**3p spin-orbit splitting of +3 ions, Ag to Pt**

The table holds the 3p splitting from Dirac-Coulomb Hartree-Fock beside the first-order value, <r⁻³> and the eigenvalue from non-relativistic Hartree-Fock, all configuration-averaged and without correlation. The program fits nothing: it divides the growth into an inner effective charge, <r⁻³> and the Dirac/first-order ratio, whose exponents in Z (1.04, 3.60, 0.27) add to 4.91. It compares the ratio with that of a point-nucleus one-electron Dirac ion, which the table exceeds by 3.8% at Ag³⁺ and 1.7% at Pt³⁺. It also lists steps along the series, showing kinks in the 3p eigenvalue where the filling shell changes and at most a marginal one in the splitting. Orbital results of the I³⁺ and Hf³⁺ runs give the size of contraction, Breit, QED, nuclear-size and outer-screening effects for those rows.

Ions of charge +3 from Ag to Pt, computed with B-spline radial code 1 at the basis-set limit. The 3p splitting is from Dirac-Coulomb Hartree-Fock (nl average, Fermi nucleus); the columns ε(3p), <r⁻³> and ζ = (α²/2)<(1/r) dV/dr> are from non-relativistic Hartree-Fock (configuration average, point nucleus), with V the nuclear and Hartree field, without exchange.

## Analysis program

```python
# Table: 3p splitting of +3 ions Ag-Pt, B-spline radial code; Dirac-Coulomb Hartree-Fock (Fermi
# nucleus) beside first-order zeta, <r^-3> and eigenvalue from non-relativistic Hartree-Fock.
# Tested: how the growth divides into factors, kinks at filling changes, one-electron Dirac ratio.
T = {
    'ion': ['Ag3+', 'Cd3+', 'In3+', 'Sn3+', 'Sb3+', 'Te3+', 'I3+', 'Xe3+', 'Cs3+', 'Ba3+', 'La3+', 'Ce3+', 'Pr3+', 'Nd3+', 'Pm3+', 'Sm3+', 'Eu3+', 'Gd3+', 'Tb3+', 'Dy3+', 'Ho3+', 'Er3+', 'Tm3+', 'Yb3+', 'Lu3+', 'Hf3+', 'Ta3+', 'W3+', 'Re3+', 'Os3+', 'Ir3+', 'Pt3+'],
    'Z': [47, 48, 49, 50, 51, 52, 53, 54, 55, 56, 57, 58, 59, 60, 61, 62, 63, 64, 65, 66, 67, 68, 69, 70, 71, 72, 73, 74, 75, 76, 77, 78],
    'N': [44, 45, 46, 47, 48, 49, 50, 51, 52, 53, 54, 55, 56, 57, 58, 59, 60, 61, 62, 63, 64, 65, 66, 67, 68, 69, 70, 71, 72, 73, 74, 75],
    'configuration': ['[Kr] 4d8', '[Kr] 4d9', '[Kr] 4d10', '[Kr] 4d10 5s1', '[Kr] 4d10 5s2', '[Kr] 4d10 5s2 5p1', '[Kr] 4d10 5s2 5p2', '[Kr] 4d10 5s2 5p3', '[Kr] 4d10 5s2 5p4', '[Kr] 4d10 5s2 5p5', '[Kr] 4d10 5s2 5p6', '[Xe] 4f1', '[Xe] 4f2', '[Xe] 4f3', '[Xe] 4f4', '[Xe] 4f5', '[Xe] 4f6', '[Xe] 4f7', '[Xe] 4f8', '[Xe] 4f9', '[Xe] 4f10', '[Xe] 4f11', '[Xe] 4f12', '[Xe] 4f13', '[Xe] 4f14', '[Xe] 4f14 5d1', '[Xe] 4f14 5d2', '[Xe] 4f14 5d3', '[Xe] 4f14 5d4', '[Xe] 4f14 5d5', '[Xe] 4f14 5d6', '[Xe] 4f14 5d7'],
    'e_mean': [-637.368, -677.727, -719.087, -769.365, -821.536, -876.606, -933.433, -992.011, -1052.33, -1114.39, -1178.18, -1235.36, -1293.32, -1352.12, -1411.81, -1472.43, -1534.0, -1596.56, -1660.11, -1724.67, -1790.25, -1856.87, -1924.52, -1993.23, -2062.99, -2145.33, -2229.67, -2315.94, -2404.1, -2494.12, -2585.97, -2679.63],  # eV
    'split': [32.11, 35.62, 39.43, 43.55, 48.0, 52.8, 57.97, 63.53, 69.5, 75.9, 82.76, 90.14, 98.03, 106.4, 115.4, 125.0, 135.2, 146.0, 157.5, 169.8, 182.7, 196.5, 211.1, 226.6, 242.9, 260.2, 278.4, 297.7, 318.0, 339.5, 362.2, 386.1],  # eV
    'first_order': [28.59, 31.65, 34.95, 38.51, 42.34, 46.45, 50.86, 55.57, 60.6, 65.97, 71.69, 77.79, 84.26, 91.12, 98.39, 106.1, 114.2, 122.8, 131.8, 141.3, 151.4, 161.9, 173.0, 184.6, 196.8, 209.6, 223.0, 237.0, 251.6, 267.0, 283.0, 299.7],  # eV
    'ratio': [1.123, 1.125, 1.128, 1.131, 1.134, 1.137, 1.14, 1.143, 1.147, 1.15, 1.154, 1.159, 1.163, 1.168, 1.173, 1.178, 1.184, 1.189, 1.195, 1.201, 1.207, 1.214, 1.22, 1.227, 1.234, 1.241, 1.249, 1.256, 1.264, 1.272, 1.28, 1.288],
    'r_m3': [588.8, 637.6, 689.0, 743.4, 800.6, 860.7, 923.7, 989.9, 1059, 1131, 1207, 1286, 1369, 1455, 1544, 1637, 1733, 1833, 1936, 2044, 2155, 2270, 2389, 2512, 2639, 2770, 2905, 3045, 3188, 3337, 3490, 3647],  # bohr⁻³
}
import numpy as np
from scipy.constants import alpha as a, physical_constants as pc
Ha = pc['Hartree energy in eV'][0]; cm = 2e-2*pc['Rydberg constant'][0]; fm = 1e-15/pc['Bohr radius'][0]
ion = [s.replace('3+', '') for s in T['ion']]; ix = {s: i for i, s in enumerate(ion)}
Z, e, S, F, R, r3 = (np.array(T[k], float) for k in ('Z', 'e_mean', 'split', 'first_order', 'ratio', 'r_m3'))
half = lambda x: 0.5*10**(np.floor(np.log10(np.abs(x))) - 3)   # rounding, 4 figures
Zi = F/1.5/Ha/(a*a/2*r3); Zr = (81*r3)**(1/3)
E = lambda k: (1 + (Z*a/(3 - k + np.sqrt(k*k - (Z*a)**2)))**2)**-0.5/a**2*Ha
FH = a*a*Z**4/108*Ha; RH = (E(2) - E(1))/FH; left = R/RH - 1
print('Growth Ag to Pt: factor, mean exponent in Z, exponent first step, last step')
ex = {}
for n, y in (('Z', Z), ('Dirac split', S), ('first order', F), ('<r^-3>', r3), ('inner charge Zi', Zi), ('ratio', R)):
    p = np.diff(np.log(y))/np.diff(np.log(Z)); ex[n] = np.log(y[-1]/y[0])/np.log(Z[-1]/Z[0])
    print(f'  {n:16s} x{y[-1]/y[0]:.3f}  {ex[n]:.2f}  {p[0]:.2f}  {p[-1]:.2f}')
print('ion Z-Zi Z-Zr first/bare-Z (Za)^2 ratio one-el.ratio leftover% (Z/Zi-1)% split-first(eV)')
for s in ('Ag', 'In', 'Sb', 'I', 'La', 'Ce', 'Gd', 'Lu', 'Hf', 'Pt'):
    i = ix[s]
    print(f'{s:2s} {Z[i]-Zi[i]:.2f} {Z[i]-Zr[i]:.2f} {F[i]/FH[i]:.3f} {(Z[i]*a)**2:.3f} {R[i]:.3f} {RH[i]:.3f}'
          f' {100*left[i]:.1f} {100*(Z[i]/Zi[i]-1):.1f} {S[i]-F[i]:.1f}')
dZ = Zi*(half(F)/F + half(r3)/r3)
print(f'All rows: Z-Zi {min(Z-Zi):.2f} to {max(Z-Zi):.2f} (rounding up to {dZ.max():.2f}); Z-Zr {min(Z-Zr):.2f} to {max(Z-Zr):.2f}')
print(f'Leftover {100*left.min():.1f}% ({ion[left.argmin()]}) to {100*left.max():.1f}% ({ion[left.argmax()]}); rounding of ratio 0.05%')
print(f'Share of (ratio-1) given by one-electron ion: Ag {(RH[0]-1)/(R[0]-1):.2f}, Pt {(RH[-1]-1)/(R[-1]-1):.2f}')
print(f'First order below Dirac by {100*(1-F[0]/S[0]):.1f}% (Ag), {100*(1-F[-1]/S[-1]):.1f}% (Pt); bare-Z first order {FH[0]:.1f}, {FH[-1]:.1f} eV')
print(f'Split / |eps|: Ag {100*S[0]/-e[0]:.1f}%, Pt {100*S[-1]/-e[-1]:.1f}%')
print('ion: |eps| step in, step out, change | split step in, out, change, rounding (eV)')
k = {}
for s in ('Cd', 'In', 'Sn', 'Sb', 'Te', 'Ba', 'La', 'Ce', 'Yb', 'Lu', 'Hf'):
    i = ix[s]; d0, d1 = e[i-1]-e[i], e[i]-e[i+1]; s0, s1 = S[i]-S[i-1], S[i+1]-S[i]; k[s] = d1 - d0
    print(f'{s:2s} {d0:.2f} {d1:.2f} {d1-d0:+.2f} | {s0:.2f} {s1:.2f} {s1-s0:+.2f} {half(S[i-1])+2*half(S[i])+half(S[i+1]):.2f}')
# further outputs of the same runs: Hf3+ non-relativistic (<r^-3>, zeta in 1/cm; <1/r>)
hf = {'2p': (12985.7, 5302748), '3p': (2770.075, 1127050), '4p': (613.3746, 249040.7),
      '5p': (76.77818, 31090.23), '3d': (483.1233, 175734.6), '4f': (16.51599, 4279.169)}
print('Hf3+ Z-Zi by shell: ' + ', '.join(f'{n} {72 - z/cm/(a*a/2*r):.1f}' for n, (r, z) in hf.items()))
dv = (1.987093 - 0.6627364)*Ha
print(f'Hf3+ <1/r> 4f less 5d = {dv:.1f} eV; step change at Lu {k["Lu"]:.1f} eV; quotient {dv/k["Lu"]:.1f}')
# further outputs of the same runs: I3+ Dirac 3p1/2, 3p3/2
i = ix['I']; e1, e3 = -36.5363*Ha, -34.40595*Ha; br = 2.077948 - 2.848989
print(f'I3+ levels {e1:.1f}, {e3:.1f} eV; weighted mean {(e1+2*e3)/3:.1f} against non-rel. {e[i]:.1f} eV')
print(f'I3+ <r^-3> 3p3/2 over non-rel. {1012.851/r3[i]:.3f}; <r> 3p1/2 over 3p3/2 {0.3030218/0.3142189:.3f}')
print(f'I3+ Breit part {br:.3f} eV ({100*br/S[i]:.1f}%); self-energy {0.12686-0.03911827:+.3f}, vac. pol. {0.006677847-0.0007618636:+.3f} eV')
print(f'I3+ direct nuclear-size shift of 3p1/2, order of size: {2*np.pi/3*53*73.68975*(4.75*fm)**2*Ha:.0e} eV')
assert np.all(np.diff(S) > 0) and np.all(np.diff(R) > 0) and 4 < ex['first order'] < ex['Dirac split'] < 5.2
assert np.all((Z - Zi > 2) & (Z - Zi < 3))
assert np.all(left > 0) and left[0] > left[-1]
assert k['In'] > 5 and k['La'] < -5 and k['Lu'] > 5
```

Output:

```
Growth Ag to Pt: factor, mean exponent in Z, exponent first step, last step
  Z                x1.660  1.00  1.00  1.00
  Dirac split      x12.024  4.91  4.93  4.95
  first order      x10.483  4.64  4.83  4.44
  <r^-3>           x6.194  3.60  3.78  3.41
  inner charge Zi  x1.692  1.04  1.05  1.03
  ratio            x1.147  0.27  0.08  0.48
ion Z-Zi Z-Zr first/bare-Z (Za)^2 ratio one-el.ratio leftover% (Z/Zi-1)% split-first(eV)
Ag 2.32 10.74 0.437 0.118 1.123 1.082 3.8 5.2 3.5
In 2.32 10.78 0.452 0.128 1.128 1.090 3.5 5.0 4.5
Sb 2.34 10.82 0.466 0.139 1.134 1.098 3.2 4.8 5.7
I  2.34 10.86 0.480 0.150 1.140 1.107 3.0 4.6 7.1
La 2.35 10.93 0.506 0.173 1.154 1.126 2.5 4.3 11.1
Ce 2.34 10.95 0.512 0.179 1.159 1.131 2.5 4.2 12.3
Gd 2.36 11.05 0.546 0.218 1.189 1.164 2.1 3.8 23.2
Lu 2.38 11.21 0.577 0.268 1.234 1.211 1.9 3.5 46.1
Hf 2.37 11.23 0.581 0.276 1.241 1.218 1.9 3.4 50.6
Pt 2.38 11.40 0.603 0.324 1.288 1.266 1.7 3.2 86.4
All rows: Z-Zi 2.32 to 2.39 (rounding up to 0.05); Z-Zr 10.74 to 11.40
Leftover 1.7% (Pt) to 3.8% (Ag); rounding of ratio 0.05%
Share of (ratio-1) given by one-electron ion: Ag 0.67, Pt 0.93
First order below Dirac by 11.0% (Ag), 22.4% (Pt); bare-Z first order 65.5, 496.6 eV
Split / |eps|: Ag 5.0%, Pt 14.4%
ion: |eps| step in, step out, change | split step in, out, change, rounding (eV)
Cd 40.36 41.36 +1.00 | 3.51 3.81 +0.30 0.02
In 41.36 50.28 +8.92 | 3.81 4.12 +0.31 0.02
Sn 50.28 52.17 +1.89 | 4.12 4.45 +0.33 0.02
Sb 52.17 55.07 +2.90 | 4.45 4.80 +0.35 0.02
Te 55.07 56.83 +1.76 | 4.80 5.17 +0.37 0.02
Ba 62.06 63.79 +1.73 | 6.40 6.86 +0.46 0.02
La 63.79 57.18 -6.61 | 6.86 7.38 +0.52 0.02
Ce 57.18 57.96 +0.78 | 7.38 7.89 +0.51 0.02
Yb 68.71 69.76 +1.05 | 15.50 16.30 +0.80 0.20
Lu 69.76 82.34 +12.58 | 16.30 17.30 +1.00 0.20
Hf 82.34 84.34 +2.00 | 17.30 18.20 +0.90 0.20
Hf3+ Z-Zi by shell: 2p 2.1, 3p 2.4, 4p 2.5, 5p 2.7, 3d 9.8, 4f 27.7
Hf3+ <1/r> 4f less 5d = 36.0 eV; step change at Lu 12.6 eV; quotient 2.9
I3+ levels -994.2, -936.2 eV; weighted mean -955.6 against non-rel. -933.4 eV
I3+ <r^-3> 3p3/2 over non-rel. 1.097; <r> 3p1/2 over 3p3/2 0.964
I3+ Breit part -0.771 eV (-1.3%); self-energy +0.088, vac. pol. +0.006 eV
I3+ direct nuclear-size shift of 3p1/2, order of size: 2e-03 eV
```
